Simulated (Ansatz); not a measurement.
# Redistribution: CHBr2I + CH2F2 → CH2BrI + CHBrF2

Species: CHBr2I (dibromoiodomethane) `BrC(Br)I`, singlet; CH2F2 (difluoromethane) `FCF`, singlet; CH2BrI (bromoiodomethane) `BrCI`, singlet; CHBrF2 (bromodifluoromethane) `FC(F)Br`, singlet. The partners trade Br for H; both sit on C, so the bond types are kept.

Shapes, held fixed at every level: PBE0-D4/def2-TZVP. Programs: Ansatz 0.2.0. The zero-point and thermal change to 298 K, harmonic and unscaled (PBE0-D4/def2-TZVP), is -1.2 kJ/mol.

```tsv
level	kind	ΔH(298 K) (kJ/mol)	less CCSD(T)/def2-TZVPP
HF/def2-SVP	Hartree–Fock	-33.6	-9.9
HF/def2-TZVPP	Hartree–Fock	-34.6	-10.9
PBE-D4/def2-TZVPP	GGA	-29.2	-5.5
BHLYP-D4/def2-TZVPP	global hybrid	-24.9	-1.2
MP2/def2-SVP	perturbation theory	-21.4	+2.3
CCSD/def2-SVP	coupled cluster or CI	-27.1	-3.4
CCSD/def2-TZVPP	coupled cluster or CI	-25.1	-1.4
CCSD(T)/def2-TZVPP	coupled cluster or CI	-23.7	0.0
```

The highest level, CCSD(T)/def2-TZVPP, gives ΔH(298 K) = -23.7 kJ/mol; the levels span -34.6 to -21.4. The column of differences is taken from that level and isn't an error. No measured value is set beside it here. For atoms past krypton def2 sets carry core potentials with scalar relativity. Relativity is left out for Br. Outer-core shells of Br, I are correlated in most correlated rows, in sets that cover them unevenly.

The exchange is exothermic at every level, and the small thermal term leaves the preference essentially electronic. Moving bromine off the carbon that bears three heavy halogens probably relieves repulsion between their large, lone-pair-rich shells. The geminal fluorines survive on the other carbon, where donation from fluorine lone pairs into the C–Br antibonding orbital may add some stabilisation.

Hartree–Fock exaggerates the driving force, and correlation reduces it in both basis sets. This fits the loss of Br···Br and Br···I contacts, whose attraction between polarisable shells is only partly replaced by the weaker Br···F contacts in the product. In the smaller basis, MP2 reduces the exothermicity more than CCSD does, as might be expected from its tendency to overbind polarisable groups. Connected triples change the CCSD result only modestly in the larger basis, so the direction of the exchange is much firmer than its exact magnitude. The enthalpy alone doesn't show whether the redistribution would proceed at a useful rate.
